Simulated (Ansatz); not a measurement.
A series in volume scale on GaC3

Results calculated with Ansatz 0.2.0, not measured. Free energy against uniform scaling of the volume at fixed shape and fractions; periodic cell, basis, potentials, k mesh and filling as listed.

The cell before it is scaled or strained (space group Pm-3m, No. 221):
```
CELL_PARAMETERS angstrom
3.31900 0.00000 0.00000
0.00000 3.31900 0.00000
0.00000 0.00000 3.31900
ATOMIC_POSITIONS crystal
Ga 0.00000 0.00000 0.00000
C 0.00000 0.50000 0.50000
C 0.50000 0.00000 0.50000
C 0.50000 0.50000 0.00000
```

Settings of every row: functional r2SCAN; dispersion none; potentials PAW; wave cutoff 550 eV; density cutoff 2200 eV; k mesh 7x7x7; k shift 0x0x0; occupations fermi dirac; smearing width 0.1 eV; spin none.

Limits: coarse k mesh, up to 40 meV an atom off; the cell comes from a prototype or a list of computed structures and needn't be the stable phase.

```csv
row,volume scale,V (Å³/atom),energy above lowest point (meV/atom),pressure (GPa)
1,0.92,8.409,30.9,15.3
2,0.9467,8.653,?,?
3,0.9733,8.896,2.4,3.93
4,1,9.14,0,-0.68
5,1.0267,9.384,4.2,-4.68
6,1.0533,9.628,14,-8.15
7,1.08,9.872,28.7,-11.15
```

Question: what energy above lowest point and pressure should row 2 give?

Worked fit of energy above lowest point. Take u = (V_r/V)^(2/3) − 1 with V_r = 9.262 Å³ an atom, which is twice the finite (Eulerian) strain; such expansions in the strain, on which the Birch-Murnaghan equation of state is built, carry the rest volume and the bulk modulus. The shown rows have u = 0.06653, 0.02724, 0.00888, -0.00869, -0.02551, -0.04163. Least squares give energy above lowest point = 1.34 − 239.2 × u + 10130 × u² + 2143 × u³ meV/atom; a parabola predicts inner rows, each left out in turn, worse (root mean square 0.1 against 0.03 meV/atom). All shown rows lie on it to the printed digit. Its lowest point lies at u = 0.0118, or V = 9.101 Å³ an atom, and the curvature there gives the bulk modulus at fixed shape and fractions, B = (4/9)(1 + u)² E″(u)/V = 163 GPa. The withheld row has u = 0.04639, so the fit gives 1.34 − 239.2 × (0.04639) + 10130 × (0.04639)² + 2143 × (0.04639)³ = 12.3 meV/atom.

The calculation gave 12.3 meV/atom. The fit meets it to the printed digit.

Worked fit of pressure. Take u = (V_r/V)^(2/3) − 1 with V_r = 9.262 Å³ an atom, which is twice the finite (Eulerian) strain; such expansions in the strain, on which the Birch-Murnaghan equation of state is built, carry the rest volume and the bulk modulus. The shown rows have u = 0.06653, 0.02724, 0.00888, -0.00869, -0.02551, -0.04163. Least squares give pressure = −2.75 + 227.67 × u + 635.2 × u² + 312 × u³ GPa; a parabola predicts inner rows, each left out in turn, worse (root mean square 0.015 against 0.0025 GPa). All shown rows lie on it to the printed digit. The pressure vanishes at u = 0.0117, or V = 9.102 Å³ an atom, and there the bulk modulus at fixed shape and fractions is B = −V dP/dV = (2/3)(1 + u) dP/du = 164 GPa. The withheld row has u = 0.04639, so the fit gives −2.75 + 227.67 × (0.04639) + 635.2 × (0.04639)² + 312 × (0.04639)³ = 9.21 GPa.

The calculation gave 9.23 GPa. The fit lies 0.02 GPa (0.076 % of the column's range) below it; its largest miss of a shown row is 0.00 GPa.
